**Question**

These are ten conformers of a silane whose central silicon (Si4) carries a propyl chain, bromine, PH₂ and SiH₃. The three torsions describe, in order, the carbon chain, the position of bromine about the C3–Si4 bond, and the rotation of PH₂ about the Si–P bond.

Conformers of C3H7–Si(SiH3)(PH2)Br without solvent, computed with PySCF 2.14.0 and tblite 0.8.0: B3LYP-D3(BJ)/def2-SVP energies on GFN2-xTB geometries. Free energies and Boltzmann weights at 298.15 K use GFN2-xTB quasi-harmonic terms (soft-mode cutoff 100 cm⁻¹). The torsions are, in order, C1–C2–C3–Si4, C2–C3–Si4–Br7 and Br7–Si4–P6–H6.

| number | torsions in degrees | GFN2-xTB energy above its lowest (kcal/mol) | DFT energy above the lowest (kcal/mol) | free energy above the lowest (kcal/mol) | weight (%) | dipole (D) |
| --- | --- | --- | --- | --- | --- | --- |
| 1 | (63,38,90) | 1.300 | 0.000 | 0.000 | 32.70 | 2.090 |
| 2 | (177,67,85) | 0.680 | 0.260 | 0.330 | 18.70 | 2.160 |
| 3 | (-179,-68,73) | 0.420 | 0.300 | 0.570 | 12.50 | 2.120 |
| 4 | (-179,178,-28) | 1.280 | 1.010 | 0.750 | 9.20 | 1.450 |
| 5 | (-177,169,64) | 0.150 | 0.840 | 0.880 | 7.40 | 2.210 |
| 6 | (-69,90,74) | 0.680 | 0.550 | 1.000 | 6.00 | 2.100 |
| 7 | (67,-90,70) | 0.450 | 0.620 | 1.220 | 4.20 | 2.130 |
| 8 | (-63,-50,75) | 0.230 | 0.620 | 1.260 | 3.90 | 2.150 |
| 9 | (-63,-157,-28) | 1.010 | 1.170 | 1.350 | 3.30 | 1.590 |
| 10 | (-61,-163,54) | 0.000 | 1.190 | 1.610 | 2.10 | 2.260 |

1. Is row 1 the structure of this molecule?
2. Does the chain prefer to be gauche (first torsion near ±60°) or anti (near 180°)?
3. Do the thermal terms favour a gauche or an anti chain, and why?
4. Where does bromine prefer to sit?
5. Why do rows 4 and 9 have low dipoles, and what would a polar solvent change?
6. What if GFN2-xTB energies replaced the DFT ones, and which digits can I trust?

**Answer**

**1.** Row 1 is the most populated shape, but about two molecules in three have another one. At equilibrium the weights of two conformers have the ratio exp(ΔG/RT), where ΔG is their free-energy gap and RT is about 0.59 kcal/mol at room temperature. For rows 1 and 2 the gap of 0.33 kcal/mol gives exp(0.33/0.59) ≈ 1.7. The printed weights have the same ratio, as they must, because they were computed from these free energies. A gap smaller than RT thus leaves both shapes well populated.

**2.** The totals look like a tie, with 52% gauche and 48% anti. It is more instructive to compare rows that differ mainly in the chain: row 6 with 2, rows 7 and 8 with 3, row 9 with 4, and row 10 with 5. In all these pairs the gauche chain costs 0.2 to 0.4 kcal/mol of DFT energy, which would fit a chain end folded towards the crowded silicon. GFN2-xTB does not confirm this cost: it finds almost none in two of the pairs and a small gain in the other three.

Row 1 breaks the rule: it lies 0.26 kcal/mol below its anti partner, row 2. The near tie therefore rests on a single conformer. Its stability may come from a real attraction between close groups. It may also be inflated by the small basis set, in which neighbouring groups borrow each other's functions and close contacts look too favourable. A larger basis set would test the second possibility.

**3.** In the same pairs, leaving row 1 aside, thermal terms add another 0.3 to 0.4 kcal/mol to the cost of a gauche chain. The reason appears to be entropy: for rows 5 and 10 it accounts for essentially the whole thermal difference of 0.38 kcal/mol. A folded chain probably has less room for its slow twisting and bending motions, so these become stiffer and fewer vibrational levels are within thermal reach. On this reading an extended chain is looser, which lowers its free energy. Which motions supply the entropy was not examined here, so the stiffening itself remains an inference. Row 1 does not fit the pattern: its chain is gauche too, yet its thermal terms are 0.07 kcal/mol lower than those of row 2. That small difference may mean little, since the data makers' tests on other systems found noise of some hundredths of a kcal/mol in relative energies. The usual thermal cost of a gauche chain is still missing in row 1, and the looser-chain picture does not explain why.

**4.** The answer depends on the method. When bromine is anti to the chain (second torsion near 180°), PH₂ and SiH₃ both flank the chain; otherwise one of them can point away from it. Compare rows 2 and 3 with row 5, and rows 6 and 8 with row 10. DFT makes the anti position of bromine about 0.6 kcal/mol less stable, which would fit crowding by the two flanking groups. GFN2-xTB makes it more stable in the same four comparisons. DFT is usually the better judge of such gaps, but here it was used with a small basis set and on GFN2-xTB geometries, so crowding remains only a plausible reading.

**5.** Rows 4 and 9 differ from rows 5 and 10 mainly by a turn of the PH₂ group, and their dipoles are about 1.5 D instead of 2.2 D. The phosphorus lone pair and the bromine atom are both negative ends of local dipoles. If the turn points the lone pair away from bromine, the two contributions partly cancel. The listed torsion locates only one of the two P–H bonds, so this orientation is an inference.

A polar solvent generally stabilises a larger dipole more strongly. It should therefore shift weight away from rows 4 and 9, which together hold about 12% here.

**6.** In electronic energy the two ends of the ranking would swap: the most stable row in each method is the least stable one in the other. With the thermal terms added, row 5 rather than row 10 would lead, and row 1 would still come last. With electronic energies alone, row 1 has a weight of 25% in DFT but only 2.5% in GFN2-xTB, which prefers row 10. The exponential explains this sensitivity: an error of 0.3 kcal/mol, quite ordinary for such methods, changes a ratio of weights by a factor of 1.7. Row 1's lead over row 2 is of about that size, so even the first digit of a weight is uncertain, and the tenths of a per cent are arithmetic rather than accuracy.

The search adds its own uncertainty. It chose shapes with GFN2-xTB, using a window of 1.5 kcal/mol and a limit of ten conformers, and it found more shapes than it kept. Row 1, the DFT favourite, lies 1.30 kcal/mol above the GFN2-xTB minimum, so a similar shape could have been lost through either limit. A rotamer found with the force field also fell away in the GFN2-xTB step, so the set may lack that one too. If one such shape were as stable as row 1, the leading weight would fall from 32.7% to 32.7/(100 + 32.7), or about 25%.

The coexistence of several shapes is more trustworthy than their order. Although the two methods disagree about the favourite, neither set of electronic energies gives any of these conformers more than about a quarter of the molecules.
